## Question

The cell is a slab of four bcc Mo(110) planes with one N atom per surface Mo atom on one side. N sits over the long bridge, midway between two Mo atoms that are one cube edge apart. The slab is held rigid while N is moved straight up or down.

N at varying height over a rigid four-layer Mo(110) slab, one N per surface Mo atom, computed with Ansatz 0.2.0 (plane-wave PAW, scalar-relativistic, PBEsol, no spin polarisation). The cutoff is 420 eV, the k mesh 11×11×1 and the Gaussian smearing 0.1 eV. Energies are extrapolated to zero smearing and counted from the lowest point of the scan.

```tsv
height (Å)	energy (eV)	force along normal (eV/Å)
0.501	2.938	10.025
0.751	0.866	6.066
1.051	0.000	-0.002
1.351	0.506	-3.058
1.751	2.090	-4.284
2.251	4.058	-3.292
3.051	5.858	-1.329
4.051	6.580	-0.305
```

Height is measured from the top Mo plane. Energy is counted from the lowest point of the scan, and a positive force along the normal pushes N away from the slab.

A Morse curve, a two-constant shape for a stretched bond, can be written as

E = D[1 − exp(−s x)]²,

where x is the stretch from the minimum, D the energy at large distance and s the rate at which the attraction fades. Fitted to the energies from 1.051 Å outward, with x taken as the stretch of the nearest Mo–N bonds, it gives D = 6.753 eV and s = 1.745 Å⁻¹.

(a) How does lifting N change the length of these bonds, and what follows for the stiffness felt along the normal?

(b) Why does the pull on N keep growing up to 1.751 Å and then fade? How well does the fitted energy curve reproduce its size there?

(c) Is the bond length really a better coordinate than the height?

(d) Why do the two rows below the minimum depart from the curve?

(e) Can the energy at 4.051 Å be used as a desorption energy?

## Model answer

**(a)** Each of the two nearest Mo atoms lies to the side of N by half the cube edge, d = 2.71 Å/√3 = 1.565 Å. At height h the bond length is therefore r = √(d² + h²). A small lift dh stretches the bond by only (h/r) dh, because the bond is slanted. The factor h/r is the cosine of the angle between the bond and the normal.

The same cosine enters a second time when the tension in the bonds is projected onto the normal. If the energy depends on the length of these two bonds alone, the stiffness along the normal at the minimum, where the tension itself vanishes, is thus the bond stiffness times (h/r)², which is 0.31. In this two-bond picture, less than a third of the bonds' resistance to stretching is felt when N is moved vertically, because a vertical move takes N largely across them. If other Mo atoms also pull on N, the two bonds need not be free of tension at the minimum, and the share is only approximate. It does not follow that the bonds are weak.

**(b)** If the two nearest bonds alone set the energy, the normal force is the product of two quantities that change at different rates. One is the tension in the bonds, which first rises as they stretch and then falls as the orbital overlap between N and Mo is lost. The other is the cosine, which keeps rising because the bonds turn upright as N leaves.

At 1.751 Å the bond length is 2.348 Å, a stretch of 0.463 Å from 1.885 Å. The exponential exp(−s x) is then 0.446. Differentiating the Morse curve gives the tension shared by the two bonds:

2 D s × 0.446 × (1 − 0.446) = 5.82 eV/Å.

Multiplied by the cosine, 0.746, this makes a pull of 4.34 eV/Å. The calculation has 4.284 eV/Å, so the estimate is about 1 % too large. The energy of this row took part in the fit, but its force did not.

The step before the peak shows both factors at work. Between 1.351 and 1.751 Å the model's tension grows by about a quarter and the cosine by about a seventh, so turning upright supplies a good part of the rise. The model's tension is largest where the exponential equals one half, so at 1.751 Å, where it is 0.446, the tension has already begun to fall. The pull peaks where this fall just cancels the rise of the cosine. Beyond that point the tension drops faster than the cosine can grow, and the pull fades.

**(c)** For a Morse curve, and from the minimum outward, it is. A Morse curve in the height, fitted to the same six energies with the same number of constants, misses the outer forces by up to 0.34 eV/Å. The curve in the bond length misses them by at most 0.08 eV/Å.

The pattern of the misses also makes sense. The height curve pulls too hard at 1.351 Å, where the real bonds are still strongly slanted, and too weakly at the peak, where they have become steeper. It has no means of describing a bond that gains leverage as it stretches. Part of these two misses is also expected to come from one value of s having to serve the far rows as well. In the two highest rows it pulls too hard again, since its single rate of fading is a compromise over the whole branch. The printed output after this text gives both sets of forces row by row.

**(d)** At 0.501 Å the Mo–N distance has shrunk to 1.643 Å and the bonds lie nearly flat. Flat bonds are poor levers for pushing N upward, yet the computed push is 10.025 eV/Å. The bond-length curve, continued inward from the outer rows, supplies only 5.8 eV/Å. Its energy is too low as well, by 1.1 eV at this height and by 0.3 eV at 0.751 Å.

The Morse form ties its wall to its tail, since the repulsion must fade at exactly twice the rate of the attraction. Nature imposes no such link. When occupied electron states of neighbouring atoms are pressed into each other, the Pauli principle raises the kinetic energy steeply, and this close-range repulsion can outgrow a wall whose shape was set by the outer rows. That is a plausible cause of the missing push, argued from general physics; the scan does not isolate it. The farther Mo atoms of the top plane, which the curve leaves out, are an unlikely source. At 0.501 Å they are still 2.27 Å from N. The in-plane stress of the cell also points along the nearest pair: with the first cell edge taken as x, it is 37.6 GPa of compression along the line through that pair, up from 18.7 GPa at 0.751 Å, and only about 1 GPa across it.

The forces on the slab atoms at least show where the push lands. Between 1.051 and 0.501 Å the force on the top Mo plane shifts downward by 9.3 eV/Å, and that on the plane beneath by only 0.9 eV/Å. The Mo atom directly under N is therefore unlikely to be the main source of the missing 4.3 eV/Å. These are total forces on atoms, however, and cannot be divided strictly into pairs.

**(e)** No. The calculation allows no spin polarisation, whereas a free N atom has three unpaired electrons. Leaving out spin raises its computed energy, by an amount expected to reach a few electronvolts for a free atom, a sizeable part of D. The far rows therefore lie too high, and since the height at which spin would set in was not tested, the late rise and the late pull are also uncertain. So are D and s, which were fitted with these rows, and the margin by which the bond length wins in (c).

Two further features separate this scan from the desorption of one atom. The whole layer of N is lifted together, with neighbours 2.71 Å apart at every height. The slab cannot respond either: at the lowest point its two upper planes still feel forces of nearly 2 eV/Å, so the energy zero is not a relaxed surface. The place of N is the lowest of a coarse grid of places, but symmetry kept the atom from relaxing sideways, so a lower position nearby cannot be excluded. Nitrogen is, moreover, expected to leave heated molybdenum as N₂ molecules, not as single atoms, and that path has a different energy altogether.

## Remarks on the reasoning

The forces are a useful test because they were left out of the fit, but they are not independent evidence. They are slopes of the same energy curve whose values were fitted. Their agreement shows that the model has nearly the right slope at the sampled heights. It does not prove that two separate bonds carry the whole interaction.

A control makes this limit concrete. Two more Mo atoms of the top plane lie about 2.45 Å from N at the minimum. If the distance to this farther pair is used instead, the typical miss in energy is 0.04 eV, against 0.01 eV for the nearest pair and 0.08 eV for the height. Among these three Morse fits the table thus favours a slanted coordinate, and the nearest pair most. Only one curve shape and three sideways distances were tried, so this does not single out the nearest pair, and D and s still describe N with all its neighbours together. They should not be carried over to a single Mo–N bond.

The stiffness of a bond cannot be read directly from this energy curve against height. Such a direct reading would suit N directly above one Mo atom, where lift and stretch are the same and the cosine is one. Over a bridge, the wider the gap and the lower the atom sits in it, the more of the bond stiffness is hidden from a vertical motion. A reader who meets a scan over another site can therefore start from the geometry: find the cosine at the minimum, square it, and ask how much it will grow as the atom leaves.

The fit also shows why success on one side of a well should not be trusted on the other. The outer rows determine how the attraction fades, but they contain little information about atoms pressed together. Here the same two constants that describe the outer energies to about 0.01 eV miss the most compressed row by more than a third of its value.

The analysis program printed:

```
fit of energy on 6 rows (height > 1): coefficient of (1-exp(-s*x))**2 6.753 +/- 0.0077, s 1.745; rms 0.0093, worst 1.751 -0.0135, leave-one-out rms 0.0214
  rows outside the fit (model, value, miss): 0.501 1.864, 2.938, -1.07; 0.751 0.5984, 0.866, -0.268
fit of energy on 6 rows (height > 1): coefficient of (1-exp(-s*u))**2 7.097 +/- 0.071, s 1.156; rms 0.0814, worst 1.351 0.104, leave-one-out rms 0.173
  rows outside the fit (model, value, miss): 0.501 5.606, 2.938, 2.67; 0.751 1.22, 0.866, 0.354
fit of energy on 6 rows (height > 1): coefficient of (1-exp(-s*xf))**2 6.661 +/- 0.033, s 2.16; rms 0.0407, worst 1.751 -0.058, leave-one-out rms 0.089
  rows outside the fit (model, value, miss): 0.501 1.523, 2.938, -1.42; 0.751 0.5085, 0.866, -0.358
Bond geometry and predicted normal force:
    row  Mo-N length [Å]  cosine to normal  computed force [eV/Å]  force from bond curve [eV/Å]  force from height curve [eV/Å]
  0.501            1.643             0.305                  10.03                          5.76                           27.55
  0.751            1.736            0.4327                  6.066                          3.94                           9.626
  1.051            1.885            0.5576                 -0.002                             0                               0
  1.351            2.067            0.6535                 -3.058                        -3.054                            -3.4
  1.751            2.348            0.7457                 -4.284                        -4.342                          -4.053
  2.251            2.741            0.8211                 -3.292                        -3.368                          -3.075
  3.051            3.429            0.8898                 -1.329                        -1.322                          -1.464
  4.051            4.343            0.9328                 -0.305                       -0.2975                         -0.4954
largest force miss above the minimum, bond curve [eV/Å]: 0.07571
largest force miss above the minimum, height curve [eV/Å]: 0.3422
share of bond curvature felt along height at the minimum: 0.3109
push missing from the bond curve at the lowest height [eV/Å]: 4.265
added downward force on top Mo plane from 1.051 to 0.501 Å [eV/Å]: 9.262
added downward force on second Mo plane from 1.051 to 0.501 Å [eV/Å]: 0.9477
factor by which the pull falls between the last two heights: 4.357
factor by which an inverse-square pull would fall there: 1.763
```
